**Q:** I stretched and squeezed a tin crystal on the computer, and the energies make no sense to me. Squeezing to a strain of −0.075 costs 60.0 meV per atom. A spring would charge a quarter of that, 15 meV, for half the strain, yet stretching by 0.0375 costs 42.7 meV. Is tin harder to stretch than to squeeze?

Body-centred cubic tin (a = 3.789 Å, 27.21 Å³ per atom, not relaxed at this level), strained equally along x and y with z fixed. Ansatz 0.2.0, plane-wave PAW, scalar-relativistic PBEsol without spin polarisation, 420 eV cutoff, 18×18×18 k mesh, Gaussian smearing of 0.15 eV. Free energies are relative to the unstrained cell; pressure is positive in compression.

| strain | energy change (meV/atom) | tensile stress along pattern (GPa) | pressure (GPa) |
| --- | --- | --- | --- |
| -0.15 | 500.3 | -67.16 | 32.54 |
| -0.075 | 60.0 | -17.42 | 8.80 |
| 0 | 0.0 | 3.82 | -1.91 |
| 0.0375 | 42.7 | 9.12 | -4.79 |
| 0.1125 | 213.2 | 14.91 | -7.75 |

**A:** Look first at the row of zero strain. What does its stress tell you?

**Q:** The tensile stress along the pattern is 3.82 GPa and the pressure is −1.91 GPa. So the crystal is under tension before I do anything?

**A:** Yes. The starting cell was not relaxed with this functional, and here it is slightly too large. The zero of your energy scale is therefore a point on a slope, not the bottom of a valley. From there a squeeze first runs downhill, while a stretch climbs from the start.

**Q:** How steep is the slope?

**A:** The stress gives it. The tabulated tensile stress is the sum of the tensions along x and y, the two directions you strain. At zero strain, that sum times the atomic volume is the energy gained per unit strain: 3.82 GPa × 27.21 Å³ = 104 GPa Å³. Since 1 eV/Å³ is 160.2 GPa, this is 0.65 eV, or 6.5 meV for each 0.01 of strain.

**Q:** Then the squeeze to −0.075 got a rebate of 49 meV, and the stretch to 0.0375 paid a surcharge of 24 meV.

**A:** Exactly. Without the slope, the squeeze costs 60 + 49 = 109 meV and the stretch 43 − 24 = 19 meV, a little less in the unrounded output. The spring rule would now allow the squeeze about four times the cost of the stretch, and it costs nearly six times as much. So the squeeze is the harder direction after all, and the offset of the starting cell had hidden it.

**Q:** Where is the bottom of the valley?

**A:** Between the rows −0.075 and 0, because the stress changes sign there. A smooth curve through the energies and slopes of these two rows puts it near −0.02, about 7 meV below your zero. The offset is small and the PAW datasets were made for another functional, PBE, so I would not lean on its exact size.

**Q:** Why is squeezing harder, once the slope is gone?

**A:** Because most of the energy goes into changing the volume, and a metal stiffens as its volume shrinks. Squeezing confines the valence electrons and pushes them against the atomic cores, which raises their kinetic energy steeply. The attraction that holds the metal together changes more gently with distance, and it fades as the atoms move apart. That is the standard picture of cohesion; the table shows its consequence in the pressure.

**Q:** How do I read the stiffness from the pressure?

**A:** Divide the change in pressure between two neighbouring rows by the change in the logarithm of the volume, which is the relative change in volume when the step is small, and drop the minus sign. You get the bulk stiffness, averaged over that step. It is about 140 GPa for the most squeezed step and 21 GPa for the most stretched one. The tensile stress shows the same change: its size shoots up on the compressed side, and the curve flattens on the stretched side.

**Q:** Can I get an energy from that by hand?

**A:** For a small strain, yes. Two edges grow by the strain ε and the third stays fixed, so the volume V changes by the fraction 2ε. With a bulk stiffness B, the elastic energy is ½BV(2ε)² = 2BVε². Add the slope and you have

energy change ≈ (0.65 eV) × ε + 2BVε².

For ε = 0.0375 the stiffness of that step is 39 GPa. The second term is 2 × 39 × 27.21 / 160.2 × 0.0375², which is 0.019 eV, or 19 meV. With the 24 meV from the slope this makes 43 meV, as in the table. The estimate used the stress and pressure of the two rows but not the energy of the stretched one. The terms it leaves out are of the order of a meV, so closer agreement would mean little.

**Q:** And for the squeeze to −0.075?

**A:** There it gives about 80 meV instead of 60. The stiffness grows so much along the way that its average over the step gives too much weight to the hardened end. You need a curve in which the stiffness changes with volume. The Birch–Murnaghan equation of state is such a curve of pressure against volume, and the work done against that pressure is the energy of the volume change.

**Q:** Does it work?

**A:** I fitted it to the five pressures alone and then computed the energies. With the usual fixed rate of stiffening, two constants remain, and the row −0.075 comes out at 85 meV, no better than the hand estimate. If the rate is free as well, all four energy changes come out within 10 % of the calculated ones. Three constants for five pressures describe the curve rather than explain it, but the result shows that volume carries nearly all of the energy. The output below gives both fits.

**Q:** But I also changed the shape. With z fixed, the strained cells are tetragonal, not bcc.

**A:** They are, and the stress lets you measure what that does. If only the volume mattered, the tensile stress would be minus twice the pressure. At 0.0375 that would be 9.58 GPa, and the table has 9.12 GPa. The difference is the shape part, and it stays near or below 5 % of the tensile stress in every row.

**Q:** The stress is lower than volume alone would make it. Does the crystal like its new shape?

**A:** Near the starting volume, yes. At 0.0375 the cell is shorter along z than along x and y, and it pulls inward hardest along z, so at fixed volume it would move still further from the cube. The same holds at 0.1125, and at −0.075 the cell is long along z and pushes to become longer. This points to a bcc crystal that is unstable against such a change of shape, not merely soft, even though no energy in your table lies below the zero: the cost of changing the volume hides it.

**Q:** And at −0.15?

**A:** That row is the exception: there the stress drives the cell back towards the cube. Tin is known to become bcc under high pressure, so the smaller volume may be the reason. The distortion is also larger there, however, and this scan changes both together, so that remains a guess.

**Q:** So what should I expect if I start from the relaxed cell?

**A:** The slope vanishes, and a squeeze should cost more than an equal stretch from the first step. If you start from a cell that is too small, the slope changes sign: small stretches at first lower the energy, and the squeeze looks even harder than it is. Read the pressure at zero strain before you compare energies.

Numerical output:

```
fit of pressure on 5 rows: coefficient of p5 -84.52 +/- 3.1, coefficient of p7 83.02 +/- 2.8; rms 0.727, worst -0.075 1.05, leave-one-out rms 2.02
fit of pressure on 5 rows: coefficient of p5 -29.28 +/- 1.4, coefficient of p7 -20.12 +/- 2.6, coefficient of p9 47.46 +/- 1.2; rms 0.0258, worst 0.0 -0.0398, leave-one-out rms 0.186
Shape and stress:
     row  volume_A3  c_over_a  compression_xx_GPa  compression_zz_GPa  shape_part_GPa  bulk_stiffness_from_row_above_GPa
   -0.15      19.66     1.176               33.58               30.46           -2.08                                n/a
  -0.075      23.28     1.081                8.71                8.98            0.18                              140.4
     0.0      27.21         1               -1.91               -1.91               0                              68.69
  0.0375      29.29    0.9639               -4.56               -5.25           -0.46                              39.12
  0.1125      33.68    0.8989              -7.455               -8.34           -0.59                               21.2
Energies in meV, quotients in eV (0 at zero strain has no meaning):
     row  slope_term  remainder  raw_over_strain2  remainder_over_strain2  two_constants  three_constants  shape_work
   -0.15      -97.31      597.6             22.24                   26.56          526.6            494.6       9.139
  -0.075      -48.66      108.7             10.67                   19.32          85.04             65.2       -1.06
     0.0           0          0                 0                       0              0                0           0
  0.0375       24.33      18.37             30.36                   13.06          42.56            45.21       -1.52
  0.1125       72.99      140.2             16.85                   11.08          236.3            223.7      -8.739
Energy slope at zero strain, meV per 0.01 strain: 6.488
Strain at the interpolated energy minimum: -0.02089
Energy at that minimum relative to the table's zero, meV: -7.171
Largest shape part as percentage of the tensile stress: 5.044
Bulk stiffness, most squeezed step over most stretched step: 6.62
```
